# Error of scaling down quasi-equilibrated rate constants

## Statement

A reacting unit on a surface passes through the sequence

$$A \underset{k_r}{\overset{k_f}{\rightleftharpoons}} B \xrightarrow{\;k\;} P ,$$

with first-order rate constants in s$^{-1}$, and it is returned to $A$ after each product event. Kinetic Monte Carlo (KMC) spends nearly all its events on the reversible pair when that pair is fast. A common remedy multiplies both $k_f$ and $k_r$ by one factor $\alpha$, $0<\alpha\le 1$, which keeps the equilibrium constant $k_f/k_r$. Define

$$\pi_A=\frac{k_r}{k_f+k_r},\qquad \pi_B=\frac{k_f}{k_f+k_r},\qquad \varepsilon=\frac{k}{k_f+k_r}.$$

The word error refers throughout to the departure from the exact solution of the unscaled master equation ($\alpha=1$).

**Result 1, turnover time.** The mean time per turnover is exactly

$$T(\alpha)=\frac{k_f+k_r}{k_f k}+\frac{1}{\alpha k_f}=T_{QE}\left(1+\frac{\varepsilon}{\alpha}\right),\qquad T_{QE}=\frac{1}{k\pi_B}. \tag{1}$$

**Result 2, rate error.** The turnover frequency $r=1/T$ is lowered by the fraction

$$\delta(\alpha)=1-\frac{r(\alpha)}{r(1)}=\frac{\varepsilon(1-\alpha)}{\alpha+\varepsilon}\;\approx\;\frac{k}{\alpha(k_f+k_r)}, \tag{2}$$

where the last form needs $\varepsilon\ll\alpha\ll1$.

**Result 3, cost.** The mean number of KMC events per turnover is exactly

$$n(\alpha)=2+\frac{2\alpha k_r}{k}, \tag{3}$$

which is proportional to $\alpha$ only while $\alpha k_r\gg k$ and never falls below 2.

**Result 4, lattices.** Let the fast pair be replaced by any finite connected network of fast events, all scaled by $\alpha$, with one reactive state $B$ (or one set of reactive states equivalent by symmetry) of stationary weight $\pi_B$. Then exactly

$$T(\alpha)=\frac{1}{k\pi_B}+\frac{\tau}{\alpha}, \tag{4}$$

where $\tau$ is the mean time the unscaled network needs to reach $B$ for the first time from the restart configuration. Equation (2) keeps its exact form with $\varepsilon=k\pi_B\tau$.

## Premises

1. The dynamics is a continuous-time Markov chain with constant rate constants. In a state with total exit rate $\Gamma$ the waiting time is exponential with mean $1/\Gamma$, and a channel of rate $\gamma$ is taken with probability $\gamma/\Gamma$, independently of the waiting time.
2. The step $B\to P$ is irreversible and is not scaled.
3. After $P$ the unit restarts at once, and in the same way each time, so that successive turnover times are independent and identically distributed. The long-time rate is then $r=1/T$ by the law of large numbers.
4. The simulation is rejection-free, of the Bortz–Kalos–Lebowitz or Gillespie type, so that one step is one executed event. The restart is not counted as a step.

## Proof of Result 1

Let $T_A$ and $T_B$ be the mean times to reach $P$ from $A$ and from $B$. State $A$ has the single exit $\alpha k_f$, which leads to $B$. State $B$ has total exit rate $\alpha k_r+k$ and returns to $A$ with probability $\alpha k_r/(\alpha k_r+k)$. By the Markov property the process starts afresh after each jump, so

$$T_A=\frac{1}{\alpha k_f}+T_B,\qquad T_B=\frac{1}{\alpha k_r+k}+\frac{\alpha k_r}{\alpha k_r+k}\,T_A .$$

Inserting the second equation into the first and collecting $T_A$ gives

$$\frac{k}{\alpha k_r+k}\,T_A=\frac{1}{\alpha k_f}+\frac{1}{\alpha k_r+k}.$$

Multiplication by $(\alpha k_r+k)/k$ yields

$$T_A=\frac{\alpha k_r+k}{\alpha k_f k}+\frac1k=\frac{k_r}{k_f k}+\frac1k+\frac{1}{\alpha k_f}.$$

The first two terms add to $(k_f+k_r)/(k_fk)=T_{QE}$, and the ratio of the last term to $T_{QE}$ is $k/[\alpha(k_f+k_r)]=\varepsilon/\alpha$. This is (1).

The same equations give $T_B=T_A-1/(\alpha k_f)=T_{QE}$, with no dependence on $\alpha$. The whole effect of scaling therefore lies in the first arrival at $B$. After it, slower rates make the excursions to $A$ rarer and longer in exactly compensating measure: there are $\alpha k_r/k$ of them on average, each of mean length $1/(\alpha k_f)$.

The steady state confirms the result. With occupation probabilities $\theta_A+\theta_B=1$ and the product flux fed back into $A$, the balance for $B$ reads $\alpha k_f\theta_A=(\alpha k_r+k)\theta_B$, so

$$\theta_B=\frac{\alpha k_f}{\alpha(k_f+k_r)+k},\qquad r=k\theta_B=\frac{1}{T(\alpha)} .$$

The population of $B$ thus carries the same relative error $\delta$ as the rate.

## Proof of Result 2

From (1), $r(\alpha)/r(1)=T(1)/T(\alpha)=(1+\varepsilon)/(1+\varepsilon/\alpha)$. Hence

$$\delta=\frac{(1+\varepsilon/\alpha)-(1+\varepsilon)}{1+\varepsilon/\alpha}=\frac{\varepsilon(1/\alpha-1)}{1+\varepsilon/\alpha}=\frac{\varepsilon(1-\alpha)}{\alpha+\varepsilon}.$$

Writing $\delta=(\varepsilon/\alpha)(1-\alpha)/(1+\varepsilon/\alpha)$ shows the two conditions behind the short form. The factor $1-\alpha$ is near one for $\alpha\ll1$, and the denominator is near one for $\varepsilon\ll\alpha$. Each correction lowers $\delta$, so $\varepsilon/\alpha$ is a strict upper bound. The error has a fixed sign: scaling always lowers the rate.

Three consequences follow directly.

*Choice of $\alpha$.* The condition $\delta\le\delta_0$ reads $\varepsilon(1-\alpha)\le\delta_0(\alpha+\varepsilon)$, that is

$$\alpha\ \ge\ \alpha^*=\frac{\varepsilon(1-\delta_0)}{\delta_0+\varepsilon}. \tag{5}$$

*Degree of rate control.* Changing $\alpha$ changes both rate constants at fixed equilibrium constant, which is the variation in Campbell's degree of rate control. From (1), $X(\alpha)=d\ln r/d\ln\alpha=\varepsilon/(\alpha+\varepsilon)$, and so $\delta=(1-\alpha)X(\alpha)$. The error is essentially the rate control that the pair has acquired in the scaled model.

*Extrapolation.* $T$ is linear in $1/\alpha$. Two runs at $\alpha_1\ne\alpha_2$ give $T_{QE}=[\alpha_1T(\alpha_1)-\alpha_2T(\alpha_2)]/(\alpha_1-\alpha_2)$, up to sampling noise.

## Proof of Result 3

Each visit to $B$ ends in product with probability $p=k/(\alpha k_r+k)$, independently of earlier visits. The number of visits $M$ is geometric, $\Pr(M=m)=(1-p)^{m-1}p$, with mean $1/p=1+\alpha k_r/k$. A turnover with $M$ visits contains $M$ forward events, $M-1$ reverse events and one product event, $2M$ in all. The mean is (3).

Cost and error are tied by an exact relation:

$$(n-2)\,\frac{\varepsilon}{\alpha}=\frac{2k_r}{k_f+k_r}=2\pi_A .$$

In the working range $\delta\approx2\pi_A/(n-2)$, whatever the absolute rates. When $A$ dominates, an error of 1 % costs about 200 events per turnover. When $B$ dominates, $\pi_A\ll1$ and the error can be small even where the pair is no longer reversible, since (2) needs only $\alpha(k_f+k_r)\gg k$ and this can hold with $\alpha k_r<k$. Equal forward and reverse event counts are sufficient for a small error in this scheme and are not necessary.

## Sampling noise

The bias must be weighed against the statistical error. Let $f(s)=\langle e^{-st}\rangle$ for the turnover time $t$ from $A$, and put $a=\alpha k_f$, $b=\alpha k_r$. The first-step argument gives $f_A=a f_B/(s+a)$ and $f_B=(k+bf_A)/(s+b+k)$, so that

$$f_A(s)=\frac{ak}{s^2+(a+b+k)s+ak}=1-Ts+\left(T^2-\frac{1}{ak}\right)s^2+\dots$$

The coefficient of $s^2$ is $\langle t^2\rangle/2$, so the variance is $T^2-2/(ak)$. With $x=\varepsilon/\alpha$, the variance divided by $T^2$ is $1-2\pi_Bx/(1+x)^2$, which lies between $1/2$ and 1 and tends to 1 for $x\ll1$. A run of $S$ events with $n\approx c\alpha$ contains $S/(c\alpha)$ turnovers, and its relative mean-square error is $(\varepsilon/\alpha)^2+c\alpha/S$. The derivative vanishes at $\alpha_{opt}=(2\varepsilon^2S/c)^{1/3}$, where the statistical error is $\sqrt2$ times the bias.

## Proof of Result 4

Let the fast network have rates $Q_{ij}\ge0$ from state $i$ to $j\ne i$, exit rates $q_i=\sum_{j\neq i}Q_{ij}$ and diagonal $Q_{ii}=-q_i$, so that $Q\mathbf 1=0$. It is irreducible, with stationary distribution $\pi Q=0$, $\sum_i\pi_i=1$. Let $K$ be diagonal with the slow rates $k_i$. The first-step equation for the mean time $u_i$ to product is

$$u_i=\frac{1+\alpha\sum_{j\ne i}Q_{ij}u_j}{\alpha q_i+k_i},\qquad\text{that is}\qquad (K-\alpha Q)\,u=\mathbf 1 .$$

*Uniqueness.* Suppose $(K-\alpha Q)v=0$ and $v$ has a positive maximum at $i$. Then $k_iv_i+\alpha\sum_jQ_{ij}(v_i-v_j)=0$ is a sum of non-negative terms, so each vanishes and every state reached from $i$ shares the maximum. Irreducibility carries it to a state with $k_i>0$, where $k_iv_i>0$ is a contradiction. The same holds for $-v$, so $v=0$.

*Solution for one reactive state.* Let $k_B=k$ and all other $k_i=0$. Let $h_i$ be the mean first-passage time to $B$ under the unscaled $Q$, so that $h_B=0$ and $(Qh)_i=-1$ for $i\ne B$. Since $\pi Qh=0$, the remaining component obeys $\pi_B(Qh)_B=1-\pi_B$. Try $u_i=1/(k\pi_B)+h_i/\alpha$. For $i\neq B$ the left side is $-(Qh)_i=1$. For $i=B$ it is $1/\pi_B-(1-\pi_B)/\pi_B=1$. The trial is the solution. Averaging over the restart distribution $\mu$ gives (4) with $\tau=\sum_i\mu_ih_i$. Detailed balance was not used. If $B$ is a set of states that a symmetry of $Q$ permutes transitively, all with rate $k$, then $(Qh)_i$ and $\pi_i$ are the same on all of them, and the argument holds with $\pi_B$ the total weight. For two states, $\tau=1/k_f$ and (1) is recovered.

*Event count.* The mean number of events $m_i$ obeys $(K-\alpha Q)m=\alpha q+K\mathbf 1$, since each jump adds one. Let $g_i$ be the mean number of jumps to first reach $B$, so that $g_B=0$ and $(Qg)_i=-q_i$ off $B$, and let $\nu=\sum_i\pi_iq_i$. Then $\pi_B(Qg)_B=\nu-\pi_Bq_B$, and substitution as above verifies

$$m_i=1+g_i+\frac{\alpha\nu}{k\pi_B}.$$

For two states $\nu=2\pi_Bk_r$ and $g_A=1$, which returns (3).

*Several inequivalent reactive states.* Expand $u=u^{(0)}+u^{(1)}/\alpha+\dots$. Order $\alpha$ gives $Qu^{(0)}=0$, so $u^{(0)}$ is constant. Order one gives $Qu^{(1)}=Ku^{(0)}-\mathbf 1$, and multiplication by $\pi$ fixes $u^{(0)}=1/\sum_i\pi_ik_i$. The next order requires $\pi Ku^{(1)}=0$. The series no longer ends, and $u^{(1)}$ takes both signs on the reactive states, so the leading error is still proportional to $1/\alpha$ but may be of either sign.

## Range of validity

- Equations (1), (3), (4), (5) and the exact form of (2) hold for any positive rates. The short form of (2) needs $\varepsilon\ll\alpha\ll1$. For $\varepsilon\gg1$ the pair controls the rate and $\delta\to1-\alpha$.
- Both directions must carry the same factor. Scaling $k_r$ alone changes $T_{QE}$ itself.
- The restart matters. A restart in $B$ gives $\tau=0$ and no error. An unscaled waiting time $T_x$ in the cycle, such as adsorption, adds to $T_{QE}$ and replaces $\varepsilon$ by $\tau/(T_{QE}+T_x)$.
- The two-state form needs $A$ to be left at a constant rate. On a lattice $A$ is a set of configurations, and $\tau$ must come from the full network.
- All fast events must share $\alpha$, and the slow channel must be unique up to symmetry. With competing channels or interacting adsorbates only the leading $1/\alpha$ law remains, and selectivities need their own test.
- The results concern steady rates. Transients on times up to $1/[\alpha(k_f+k_r)]$ are stretched by the scaling.

## Illustration: OH and H before water desorption on Rh(111)

Hydrogen removes hydroxyl from rhodium as water, in catalytic oxidation and in the reduction of thin Rh films, a metal considered for narrow chip wiring. The inputs are approximate barriers of typical size, taken as given: 0.15 eV for an H hop between adjacent fcc hollows, 0.70 eV for OH* + H* → H$_2$O*, 0.90 eV for the reverse step, and 0.45 eV for desorption of an isolated water molecule. Every prefactor is set to $10^{13}$ s$^{-1}$. At 400 K, $k_BT=0.03447$ eV, and with unrounded values carried forward

| step | rate constant (s$^{-1}$) |
|---|---|
| H hop, per direction, $w$ | $1.29\times10^{11}$ |
| OH* + adjacent H* → H$_2$O*, $k$ | $1.515\times10^{4}$ |
| H$_2$O* dissociation | $45.8$ |
| H$_2$O* desorption | $2.14\times10^{7}$ |

**Which pair is fast.** If the covalent step were taken as the pair and desorption as the exit, $\varepsilon$ would be $2.14\times10^{7}/(1.515\times10^{4}+45.8)=1.4\times10^{3}$. With these inputs and no readsorption that pair is far from equilibrium and must not be scaled. The quasi-equilibrated process is the exchange of H between the terrace ($A$) and the sites beside OH ($B$). The slow step is water formation, with desorption lumped into it. The lumping neglects a redissociation probability of $2.14\times10^{-6}$ and a water residence time of $4.67\times10^{-8}$ s.

**Lattice model.** One OH sits on top of a Rh atom in a periodic cell of $N=L^2$ fcc hollows, which form a triangular lattice. One H hops to each of six neighbours at rate $w$, without lateral interactions. $B$ consists of the three mutually adjacent fcc hollows around the OH, related by a threefold axis. After each turnover OH is restored and H is placed at random on one of the $N-3$ other sites. The stationary distribution is uniform, so $\pi_B=3/N$. For $L=6$ both coverages are $1/36=0.028$ ML, $\pi_B=1/12$, $T_{QE}=12/k=7.92\times10^{-4}$ s, and the model's rate is $1.26\times10^{3}$ s$^{-1}$ per OH. The water residence time is $5.9\times10^{-5}$ of $T_{QE}$. It does not depend on $\alpha$ and alters $\varepsilon$ only by that fraction.

**Two-state reduction.** Each site of $B$ has four neighbours outside $B$, so $k_r=4w=5.15\times10^{11}$ s$^{-1}$. Detailed balance gives $k_f=k_r\cdot3/(N-3)=12w/33=4.69\times10^{10}$ s$^{-1}$, which assumes that H is spread evenly over $A$ at all times. Then $\tau=2.75/w$, and with $w/k=8.505\times10^{6}$, $\varepsilon=2.69\times10^{-8}$.

**Exact lattice value.** Plane waves diagonalise $-Q$ with eigenvalues $\lambda=w[6-2\cos a_1-2\cos a_2-2\cos(a_1+a_2)]$, $a_i=2\pi m_i/L$, for primitive vectors at 120°. The Green function $G$ with zero mean obeys $-QG(\cdot,s)=\delta_s-1/N$, with $G_0=N^{-1}\sum_{\lambda\ne0}1/\lambda$ on the source site and $G_1$ on each of its six equivalent neighbours. The equation at the source gives $6w(G_0-G_1)=1-1/N$. The function $h=\bar h-(N/3)\sum_{s\in B}G(\cdot,s)$ satisfies $Qh=-1$ off $B$. It vanishes on $B$ if

$$\bar h=\frac N3(G_0+2G_1)=\sum_{\lambda\neq0}\frac1\lambda-\frac{N-1}{9w}.$$

Here $\bar h$ is the average of $h$ over all sites, and the average over $A$ is $\tau=\bar hN/(N-3)$. For $L=6$ the nonzero values of $\lambda/w$ are 2, 5 and 6 (six times each), 8 (fifteen times) and 9 (twice). Their reciprocals sum to $2627/360=7.297$, so $\bar h=409/(120w)=3.408/w$ and $\tau=409/(110w)=3.718/w$. This is 1.35 times the two-state value, because the neighbourhood of $B$ is depleted of walkers that have not yet arrived. Hence $\varepsilon=k\tau/12=3.64\times10^{-8}$. For large $N$, $\lambda\approx2w(a_1^2+a_1a_2+a_2^2)$, a quadratic form of determinant $3w^2$, and the sum becomes $N\int d^2a/(4\pi^2\lambda)\approx N\ln N/(4\sqrt3\pi w)$. Division by $N/(12w)$ shows that the ratio to the two-state value grows as $(\sqrt3/\pi)\ln N=0.551\ln N$ plus a constant.

Hops occur at the total rate $6\alpha w$ on every site, so the lattice event count is $6\alpha wT+1=72\,\alpha w/k+23.3$. The two-state count $2+8\alpha w/k$ sees only crossings between $A$ and $B$, and its slope is nine times smaller. At $\alpha=1$ the counts are $6.12\times10^{8}$ and $6.80\times10^{7}$.

| $\alpha$ | $\varepsilon/\alpha$, two-state | $\delta$, two-state | $\delta$, lattice | $n$, two-state | $n$, lattice |
|---|---|---|---|---|---|
| $10^{-4}$ | $2.69\times10^{-4}$ | $2.69\times10^{-4}$ | $3.64\times10^{-4}$ | $6.81\times10^{3}$ | $6.13\times10^{4}$ |
| $10^{-5}$ | $2.69\times10^{-3}$ | $2.69\times10^{-3}$ | $3.63\times10^{-3}$ | 682 | $6.15\times10^{3}$ |
| $10^{-6}$ | 0.0269 | 0.0262 | 0.0351 | 70.0 | 636 |
| $10^{-7}$ | 0.269 | 0.212 | 0.267 | 8.80 | 84.5 |

For a tolerance of 1 %, (5) gives $\alpha^*=2.67\times10^{-6}$ in the two-state reduction and $3.61\times10^{-6}$ on the lattice. The two-state choice applied to the lattice produces an error of 1.35 %. At the lattice value a turnover costs $2.23\times10^{3}$ events, fewer than at $\alpha=1$ by a factor of $2.7\times10^{5}$.

These numbers belong to the model. A shift of 0.1 eV in a barrier changes the rate constant by a factor of 18 at 400 K, and typical estimates of the OH + H barrier scatter by more than that shift. On the real surface isolated OH typically prefers a bridge site, repulsion between OH and H would lower $\pi_B$ and the rate, and in hydrogen-bonded OH/H$_2$O layers water-assisted transfer typically lowers the barrier, so that the model there falls short of the real rate, possibly by orders of magnitude. The rate, $\alpha^*$ and the saving inherit these uncertainties. Within the model the scaled ratio does not, as long as $\varepsilon\ll\delta_0$: a 1 % error requires $\alpha^*w/k=30.7$, a number set by the cell geometry and the restart rule alone.